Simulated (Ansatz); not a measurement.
LaZn5: energy above lowest point and pressure against volume scale

All results are calculated (Ansatz 0.2.0). Free energy against uniform scaling of the volume at fixed shape and fractions; periodic cell, basis, potentials, k mesh and filling as listed.

The cell before it is scaled or strained (space group P6/mmm, No. 191):
```
LaZn5
1.0
      5.4654     0.0000     0.0000
     -2.7327     4.7332     0.0000
      0.0000     0.0000     4.2574
La Zn
1 5
Direct
  0.00000 0.00000 0.00000
  0.33333 0.66667 0.00000
  0.66667 0.33333 0.00000
  0.50000 0.00000 0.50000
  0.50000 0.50000 0.50000
  0.00000 0.50000 0.50000
```

Settings of every row: functional PBEsol; dispersion none; potentials PAW; wave cutoff 550 eV; density cutoff 2200 eV; k mesh 5x5x6; k shift 0x0x0; occupations methfessel paxton; smearing width 0.1 eV; spin none; SCF threshold exponent -9.

Limits: coarse k mesh, up to 40 meV an atom off; stress loosely converged.

| row | volume scale | V (Å³/atom) | energy above lowest point (meV/atom) | pressure (GPa) |
| --- | --- | --- | --- | --- |
| 1 | 0.88 | 16.153 | 25.6 | 7.4 |
| 2 | 0.92 | 16.887 | 3.1 | 2.62 |
| 3 | 0.96 | 17.621 | 0 | -1.13 |
| 4 | 1 | 18.356 | ? | ? |
| 5 | 1.04 | 19.09 | 36.3 | -6.35 |
| 6 | 1.08 | 19.824 | 69.5 | -8.07 |
| 7 | 1.12 | 20.558 | 109.7 | -9.41 |

Question: what energy above lowest point and pressure should row 4 give?

Worked fit of energy above lowest point. Take u = (V_r/V)^(2/3) − 1 with V_r = 18.355 Å³ an atom, which is twice the finite (Eulerian) strain; such expansions in the strain, on which the Birch-Murnaghan equation of state is built, carry the rest volume and the bulk modulus. The shown rows have u = 0.08893, 0.05715, 0.02758, -0.02584, -0.05003, -0.07278. Least squares give energy above lowest point = 12.25 − 697.8 × u + 9139 × u² + 4481 × u³ meV/atom; a parabola predicts inner rows, each left out in turn, worse (root mean square 0.82 against 0.078 meV/atom). The rows lie off it by 0.0, 0.0, -0.1, 0.0, 0.0, 0.0. Its lowest point lies at u = 0.0372, or V = 17.38 Å³ an atom, and the curvature there gives the bulk modulus at fixed shape and fractions, B = (4/9)(1 + u)² E″(u)/V = 85 GPa. Letting shape and atoms relax would as a rule lower it, by much in layered, chain or molecular crystals. The withheld row has u = -4e-05, so the fit gives 12.25 − 697.8 × (-4e-05) + 9139 × (-4e-05)² + 4481 × (-4e-05)³ = 12.3 meV/atom.

The calculation gave 12.2 meV/atom. The fit lies 0.1 meV/atom (0.091 % of the column's range) above it, one unit of the last digit.

Worked fit of pressure. Take u = (V_r/V)^(2/3) − 1 with V_r = 18.355 Å³ an atom, which is twice the finite (Eulerian) strain; such expansions in the strain, on which the Birch-Murnaghan equation of state is built, carry the rest volume and the bulk modulus. The shown rows have u = 0.08893, 0.05715, 0.02758, -0.02584, -0.05003, -0.07278. Least squares give pressure = −4.062 + 96.68 × u + 338.8 × u² + 263 × u³ GPa; a parabola predicts inner rows, each left out in turn, worse (root mean square 0.047 against 0.019 GPa). The rows lie off it by 0.00, 0.00, 0.00, -0.01, 0.01, 0.00. The pressure vanishes at u = 0.0371, or V = 17.38 Å³ an atom, and there the bulk modulus at fixed shape and fractions is B = −V dP/dV = (2/3)(1 + u) dP/du = 85 GPa. Letting shape and atoms relax would as a rule lower it, by much in layered, chain or molecular crystals. The withheld row has u = -4e-05, so the fit gives −4.062 + 96.68 × (-4e-05) + 338.8 × (-4e-05)² + 263 × (-4e-05)³ = -4.07 GPa.

The calculation gave -4.07 GPa. The fit meets it to the printed digit.
